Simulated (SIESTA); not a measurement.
# Lattice constants of the random alloy MoReRu in SIESTA: effect of functional, basis set and orbital range

We calculate the relaxed lattice constants a and c of an 18-atom cell that stands for the random hexagonal alloy MoReRu, using several functionals, basis sets and numerical settings in SIESTA. The question is how much of a calculated lattice constant belongs to the functional and how much to the atomic orbitals in which the electrons are described. This matters for alloy films and contacts, where a misfit of one per cent already means considerable strain. Changes are measured against PBE with a DZP basis, an energy shift of 0.01 Ry and a 300 Ry mesh, which gives a = 2.7732 Å and c = 4.4517 Å for a static lattice.

## How the numbers were made

The cell: 3x3x1 conventional cells of the Re type (18 atoms: 6 Mo, 6 Ru, 6 Re); Mo/Re/Ru share their sites, the best of 600 random draws by like-pair counts in two shells; start lattice of Re; atoms moved at random by 0.02 Å. In each row cell and atoms were relaxed at the level named, from that start or from the relaxed cell that the row names. Program: SIESTA 5.4.2; PseudoDojo 0.4.1 pseudopotentials converted to PSML; no spin polarisation, no spin-orbit coupling unless named. The same in all rows: atoms in the cell: 18.0000; composition of the cell: ReMoRu; k-point mesh: 3×3×5.

Notes on method and selection:

- A finite supercell with one arrangement stands for the random alloy; its composition is rounded to whole atoms.
- The lattice is static: no zero-point motion and no thermal expansion, which in most solids lengthen room-temperature lattice constants by a few tenths of a per cent.
- Left out: PBE, DZP basis, energy shift 0.01 Ry, mesh cutoff 300 Ry, 6-atom cell, k-mesh 10x10x2, cell and atoms relaxed (its stored cell is a step older than its log's); PBEsol, DZP basis, energy shift 0.01 Ry, mesh cutoff 300 Ry, 18-atom cell, k-mesh 3x3x5, cell and atoms relaxed from the pbe geometry (its stored cell is a step older than its log's); optB88-vdW, DZP basis, energy shift 0.01 Ry, mesh cutoff 300 Ry, 18-atom cell, k-mesh 3x3x5, cell and atoms relaxed from the pbe geometry (its stored cell is a step older than its log's).
- Runs that didn't converge or were made unsound on purpose aren't shown.
- SIESTA's runs with D3 are left out, since their stress has the wrong sign.
- Rows that restart from another level's relaxed cell stop once the stress is under the tolerance, so small changes are hidden.
- Runs that did not converge, have known faults or may not be shown are not listed, and runs on Ansatz's PAW sets soft_1 and soft_2 are kept to separate tables.

Columns:

- residual pressure (GPa): pressure left in the cell.
- a (Å): lattice constant a of the mean conventional cell.
- c (Å): lattice constant c of the mean conventional cell.

## Results

| member | residual pressure (GPa) | a (Å) | c (Å) |
| --- | --- | --- | --- |
| PBE, DZP basis, shift 0.01 Ry, mesh 150 Ry, from the PBE cell, 18 atoms, 3×3×5 | −0.01 | 2.7740 | 4.4520 |
| PBE, DZP basis, shift 0.01 Ry, mesh 300 Ry, 18 atoms, 3×3×5 | −0.01 | 2.7732 | 4.4517 |
| PBE, DZP basis, shift 0.01 Ry, mesh 300 Ry, another random arrangement, 18 atoms, 3×3×5 | 0.00 | 2.7758 | 4.4430 |
| LDA, DZP basis, shift 0.01 Ry, mesh 300 Ry, 18 atoms, 3×3×5 | 0.00 | 2.7335 | 4.3821 |
| PBEsol, TZP basis, shift 0.003 Ry, mesh 450 Ry, from the PBEsol cell, 18 atoms, 3×3×5 | −0.02 | 2.7543 | 4.4142 |
| LDA, SZ basis, shift 0.02 Ry, mesh 200 Ry, 18 atoms, 3×3×5 | 0.02 | ? | ? |
| PBE, DZ basis, shift 0.02 Ry, mesh 250 Ry, 18 atoms, 3×3×5 | 0.01 | 2.7041 | 4.3342 |
| PBE, DZP basis, shift 0.025 Ry, mesh 300 Ry, from the PBE cell, 18 atoms, 3×3×5 | −0.01 | 2.7477 | 4.4221 |
| PBE, DZP basis, shift 0.003 Ry, mesh 300 Ry, from the PBE cell, 18 atoms, 3×3×5 | −0.01 | 2.7843 | 4.4587 |

Cells marked ? are withheld until the estimate has been made.

## The trend and its physics

The functional has a clear effect when all else is held fixed. Going from PBE to LDA changes a by 2.7335 − 2.7732 = −0.0397 Å, or −1.4 %, and c by −1.6 %. LDA binds too strongly in most solids; the gradient terms of PBE weaken the bonds and lengthen them.

The basis matters as much. The energy shift sets how tightly the orbitals are confined: a larger shift means shorter orbitals. With PBE and DZP, a falls from 2.7843 Å at 0.003 Ry to 2.7732 Å at 0.01 Ry and 2.7477 Å at 0.025 Ry. The last step has a slope of (2.7477 − 2.7732) / 0.015 = −1.70 Å per Ry. Short orbitals overlap well only when the atoms move closer, and atoms with a poor basis also gain energy by borrowing their neighbours' functions. Both effects shorten the lattice.

The DZ basis, which lacks the polarisation shell, gives the smallest a shown, 2.7041 Å with PBE. Its energy shift is 0.02 Ry, where interpolation between the DZP rows gives 2.7732 − 0.0255 × 0.010 / 0.015 = 2.7562 Å. The missing shell therefore goes with a change of 2.7041 − 2.7562 = −0.052 Å, more than the step from PBE to LDA. Stronger borrowing between neighbours is a possible cause.

A second random arrangement raises a by 0.0026 Å and lowers c by 0.0087 Å, yet a²c hardly moves: 2.7732 × 2.7732 × 4.4517 = 34.24 Å³ for the reference and 2.7758 × 2.7758 × 4.4430 = 34.23 Å³ for the second arrangement. Between these two arrangements the shape of the cell changes, but hardly its volume. The PBEsol row differs from the reference in basis, energy shift and mesh as well, so its a of 2.7543 Å is not a measure of the functional alone.

## Prediction

Plain estimates from the members shown:

- LDA, SZ basis, shift 0.02 Ry, mesh 200 Ry, 18 atoms, 3×3×5, mean of the 8 members shown: 2.7559 Å, standard deviation 0.025

The mean of the eight members, 2.7559 Å, is a weak starting point for LDA with the SZ basis, because seven of them have polarisation orbitals and only one uses LDA. The PBE row with the DZ basis is closer: it has the same energy shift of 0.02 Ry and also lacks the polarisation shell.

We carry that row over to LDA with the ratio found for the DZP basis: 2.7041 × 2.7335 / 2.7732 = 2.665 Å. This assumes that the functional acts in the same proportion in both basis sets, which no second pair of rows can check. The mesh differs too, 200 Ry against 250 Ry, but this should matter little beside the basis.

The step from DZ to SZ remains. It removes the second radial function of each shell, and its sign is uncertain. A single fixed radial shape cannot adapt to the metal, a penalty that grows as atoms approach and so lengthens the lattice. A poorer basis also borrows more from its neighbours, which shortens it. No row shows which effect is larger, so we apply no shift.

The error bar has to cover this missing step. The only comparable change in the table, the loss of the polarisation shell, amounts to roughly 0.05 Å, and we take this as one standard deviation.

**Committed estimate, LDA, SZ basis, shift 0.02 Ry, mesh 200 Ry, 18 atoms, 3×3×5: a = 2.67 ± 0.05 Å.**

## The answer

| member | residual pressure (GPa) | a (Å) | c (Å) |
| --- | --- | --- | --- |
| LDA, SZ basis, shift 0.02 Ry, mesh 200 Ry, 18 atoms, 3×3×5 | 0.02 | 2.6738 | 4.2131 |

| member | estimate | a (Å) | computed | estimate − computed | miss in error bars |
| --- | --- | --- | --- | --- | --- |
| LDA, SZ basis, shift 0.02 Ry, mesh 200 Ry, 18 atoms, 3×3×5 | committed | 2.6700 | 2.6738 | −0.0038 | 0.1 |
| LDA, SZ basis, shift 0.02 Ry, mesh 200 Ry, 18 atoms, 3×3×5 | mean | 2.7559 | 2.6738 | +0.0821 |  |

The computed a of 2.6738 Å lies well inside the error bar of the estimate, 2.67 ± 0.05 Å. The mean of the other members is 0.0821 Å too high, as expected from a set with richer basis sets throughout and mostly PBE.

Carrying the PBE result with the DZ basis over to LDA worked for a. Before rounding it gives 2.665 Å, so the further step from DZ to SZ seems to add only about 0.008 Å. The same route does worse for c: 4.3342 × 4.3821 / 4.4517 = 4.266 Å. This scaled value is too long by 4.266 − 4.2131 = 0.053 Å.

If the functional acts in the same proportion in these basis sets, removing the second radial functions hardly changes a but shortens c markedly. Our picture of two opposing effects on one bond length, lengthening from a rigid orbital and shortening from borrowed functions, doesn't explain why the two axes respond so differently. The good result for a is no sign that the SZ basis describes the lattice as the DZ basis does.

## Where the trend breaks

The LDA row with the SZ basis stands farthest out, above all in shape. Its c/a is 4.2131 / 2.6738 = 1.576, while the other eight rows lie between 1.601 and 1.609. A change of random arrangement moves c/a by only about 0.005, so the minimal basis is the likeliest cause. With one radial function per shell, the orbitals cannot adjust to the metal, and the balance between bonds within and between the layers can shift. Which orbitals are responsible is not shown in the table.

Against LDA with the DZP basis, a is shorter by 0.0597 Å and c by 0.1690 Å. The larger energy shift explains only part of this: between 0.01 and 0.02 Ry, the PBE rows with DZP suggest about −0.017 Å in a and −0.020 Å in c.

The PBE row with the DZ basis comes next. It is 0.0691 Å below the PBE reference in a and 0.1175 Å below it in c, again only partly through the energy shift. Its c/a of 4.3342 / 2.7041 = 1.603 is ordinary, so losing the polarisation shell shrinks the cell almost evenly, whereas the SZ basis also distorts it.

## Comparison with experiment

| member | quantity | measured | computed | computed − measured | conditions | source |
| --- | --- | --- | --- | --- | --- | --- |
| PBE, DZP basis, shift 0.01 Ry, mesh 300 Ry, 18 atoms, 3×3×5 | a (Å) | 2.761 | 2.7732 | +0.0122 (+0.4 %) | random alloy, Mo, Re and Ru share one site; powder XRD, least-squares fit; arc-melted equiatomic alloy | [1] |
| PBE, DZP basis, shift 0.01 Ry, mesh 300 Ry, 18 atoms, 3×3×5 | c (Å) | 4.433 | 4.4517 | +0.0187 (+0.4 %) | random alloy, Mo, Re and Ru share one site; powder XRD, least-squares fit; arc-melted equiatomic alloy | [1] |

Sources:

[1] "Mo$_{3}$ReRuC: A noncentrosymmetric superconductor formed in the MoReRu-Mo$_{2}$C system" (2023, arXiv:2302.03944)

The PBE reference gives both lattice constants 0.4 % too long, by 0.0122 Å in a and 0.0187 Å in c. Its c/a of 4.4517 / 2.7732 = 1.605 matches the measured ratio to within the change between two random arrangements. The calculated a is a mean over three in-plane directions, however, which the arrangement of the atoms makes unequal. In the reference cell they differ by about as much as the miss in a, and in the second arrangement by more. The means of the two arrangements lie only 0.0026 Å apart, but two arrangements are too few to show how far such a mean can stray. With a single alloy measured, no trend with composition is tested.

The small error partly rests on the confined orbitals. At an energy shift of 0.003 Ry, PBE is too long in a by 2.7843 − 2.761 = 0.0233 Å, or 0.8 %. That is the usual direction for PBE in heavy transition metals, and thermal expansion would widen the gap slightly. The few tenths of a per cent that we gave for most solids are too much for this alloy, because Mo, Re and Ru are stiff metals that expand little up to room temperature.

Among all rows, PBEsol with the TZP basis comes nearest in a, with a difference of 2.7543 − 2.761 = −0.0067 Å or −0.2 %, and its c is 0.4 % short. Thermal expansion would act in the right direction there, but is probably too small to close the gap in c. LDA with the SZ basis is worst, about 3 % short in a and about 5 % short in c.

The measured values come from one arc-melted sample. A slight departure from the equiatomic composition or incomplete mixing could shift them, so differences of a few tenths of a per cent don't rank the functionals firmly.

## Conclusions and limits

For this alloy, the basis needs as much care as the functional. SZ and DZ are unsuitable for lattice constants, and even with DZP, lowering the energy shift from 0.01 to 0.003 Ry lengthens a by 0.4 %.

Scaling by the ratio of two functionals gave a to 0.3 % in the one case tested, but c only to 1.3 %. That case also included a change of basis from DZ to SZ, so it doesn't test the scaling alone. Such scaling is best kept to rows with the same basis and energy shift.

For strained films, the reference lattice must come from the same level as the film. A film held at the PBE value of a but calculated with LDA, both with DZP at 0.01 Ry, starts under an artificial in-plane tensile strain of 2.7732 / 2.7335 − 1 = 1.5 %.

None of the omitted physics is expected to exceed the spread of the table. Thermal expansion and zero-point motion should lengthen this alloy's lattice only slightly, so they matter mainly where a level comes as close to experiment as PBEsol with TZP does in a. The unequal in-plane directions of the small cell are a further limit when a miss of 0.4 % is judged.
